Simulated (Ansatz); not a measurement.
W: pressure and energy change per atom as volume scale varies

Plane-wave DFT, scalar-relativistic PAW made under PBE with cores redone for the functional, no dispersion; the given relaxed cell is scaled uniformly, energy at zero smearing counts from the unscaled cell, pressure at the given Fermi-Dirac smearing is positive in compression. The results are calculated, by Ansatz 0.2.0.

The cell before it is scaled or strained (space group Im-3m, No. 229):
```
cell vectors (Å)
  -1.6100     1.6100     1.6100
   1.6100    -1.6100     1.6100
   1.6100     1.6100    -1.6100
atoms (fractions of the cell vectors)
W   0.00000  0.00000  0.00000
```

Settings of every row: spin polarised no; functional BLYP; wave cutoff 420 eV; smearing width 0.1 eV; k mesh 22x22x22.

Atom starting moment: 0 on all atoms.

Limits: all rows lie far from zero pressure; no spin-orbit coupling, which can matter with elements this heavy.

| row | volume scale | V (Å³/atom) | pressure (GPa) | energy change per atom (meV) |
| --- | --- | --- | --- | --- |
| 1 | 0.88 | 14.69 | 45.95 | 256.31 |
| 2 | 0.92 | 15.358 | ? | ? |
| 3 | 0.96 | 16.025 | 12.2 | 24.37 |
| 4 | 1.04 | 17.361 | -9.91 | 21.54 |
| 5 | 1.08 | 18.029 | -17.89 | 80.23 |
| 6 | 1.12 | 18.696 | -24.31 | 168.88 |

Question: what pressure and energy change per atom should row 2 give?

Worked fit of pressure. Take u = (V_r/V)^(2/3) − 1 with V_r = 17.361 Å³ an atom, which is twice the finite (Eulerian) strain; such expansions in the strain, on which the Birch-Murnaghan equation of state is built, carry the rest volume and the bulk modulus. The shown rows have u = 0.11781, 0.05483, 0, -0.02486, -0.04819. Least squares give pressure = −9.989 + 347.514 × u + 1078.29 × u² GPa; a straight line predicts inner rows, each left out in turn, worse (root mean square 3.6 against 0.18 GPa). The rows lie off it by 0.03, -0.11, 0.08, 0.07, -0.08 (root mean square 0.078 GPa). The pressure vanishes at u = 0.0266, or V = 16.69 Å³ an atom, and there the bulk modulus at fixed shape and fractions is B = −V dP/dV = (2/3)(1 + u) dP/du = 277 GPa. The withheld row has u = 0.08516, so the fit gives −9.989 + 347.514 × (0.08516) + 1078.29 × (0.08516)² = 27.43 GPa.

The calculation gave 27.29 GPa. The fit lies 0.14 GPa (0.2 % of the column's range) above it; its largest miss of a shown row is 0.11 GPa.

Worked fit of energy change per atom. Take u = (V_r/V)^(2/3) − 1 with V_r = 17.361 Å³ an atom, which is twice the finite (Eulerian) strain; such expansions in the strain, on which the Birch-Murnaghan equation of state is built, carry the rest volume and the bulk modulus. The shown rows have u = 0.11781, 0.05483, 0, -0.02486, -0.04819. Least squares give energy change per atom = 21.079 − 1603.946 × u + 30549.67 × u² meV; a straight line predicts inner rows, each left out in turn, worse (root mean square 100 against 1 meV). The rows lie off it by 0.19, -0.61, 0.46, 0.40, -0.44 (root mean square 0.44 meV). Its lowest point lies at u = 0.0263, or V = 16.7 Å³ an atom, and the curvature there gives the bulk modulus at fixed shape and fractions, B = (4/9)(1 + u)² E″(u)/V = 274 GPa. The withheld row has u = 0.08516, so the fit gives 21.079 − 1603.946 × (0.08516) + 30549.67 × (0.08516)² = 106.04 meV.

The calculation gave 105.36 meV. The fit lies 0.68 meV (0.29 % of the column's range) above it; its largest miss of a shown row is 0.61 meV.
